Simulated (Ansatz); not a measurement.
Method: DFT PBE, scalar-relativistic, plane waves, PAW (Ansatz). All cells share a 420 eV cutoff and Γ-centred k meshes spaced at most about 0.3 Å⁻¹ (about 0.25 or finer for metals, 2π included). No spin polarisation in the final relaxations.

Temperature and zero-point effects are left out.

Two forms of In3As were relaxed alike.

A.

```xyz
4
Lattice="-2.9875 2.9875 2.9875 2.9875 -2.9875 2.9875 2.9875 2.9875 -2.9875" Properties=species:S:1:pos:R:3 pbc="T T T"
In    2.9875    0.0000    0.0000
In    0.0000    2.9875    0.0000
In    0.0000    0.0000    2.9875
As    0.0000    0.0000    0.0000
```

B.

```xyz
4
Lattice="3.3710 0.0000 0.0000 -1.6855 2.9194 0.0000 0.0000 0.0000 10.5184" Properties=species:S:1:pos:R:3 pbc="T T T"
In    1.6855    0.9731    5.2592
In    0.0000    1.9462    2.3621
In    0.0000    1.9462    8.1563
As    1.6855    0.9731    0.0000
```

Problem. Which is lower in energy, and by how much?

Solution. A is lower, by 14 meV/atom. A has space group Im-3m (No. 229), 26.7 Å³/atom and no gap on its mesh; B has In and As ordered on hcp sites, space group P-6m2 (No. 187), 25.9 Å³/atom and no gap. The lower one is the more open, so pressure narrows the difference. Even the lower one lies +0.11 eV/atom against the reference forms of the elements (uncorrected), so neither is stable at this level. In A, In has 2 As at 2.99 Å and 4 In at 2.99 Å; As is surrounded by 6 In at 2.99 Å. In B, In on a site of symmetry -6m2 has 12 In at 3.37–3.49 Å; In on a site of symmetry 3m has 3 As at 3.06 Å and 9 In at 3.37–3.49 Å; As has 6 In at 3.06 Å and 6 As at 3.37 Å. Both come from invented guesses. A third cell relaxed alike, in I4/mmm, lies 30 meV/atom below the lower of the two.

The k mesh leaves some 4 meV/atom of noise in the energy of each metallic cell. Cells relaxed within their symmetry can be saddle points.

The preference for A over B is small, and neither arrangement suits the bonding well. A places the atoms on a simple cubic net, where p orbitals can overlap head-on along the axes and As has only In as nearest neighbours. B packs more densely, but puts As atoms side by side at 3.37 Å, too far apart for an As–As bond, while its six In–As contacts per As, as many as in A, are slightly longer. This probably explains why the more open cell wins. Even so, the In–As distances of 2.99 and 3.06 Å are well beyond the usual tetrahedral bond, which suggests weak, delocalised bonding in both. One In per As already satisfies the octet, so the surplus In electrons must go into In–In states, in keeping with the missing gap.

The positive energy against the elements fits the known chemistry, in which InAs is the only established compound of the pair. Since InAs forms exothermically, a mixture of InAs and In is a stricter reference, and against it A and B would fare worse still. The lower I4/mmm cell also shows that A is not the ground state at this composition.
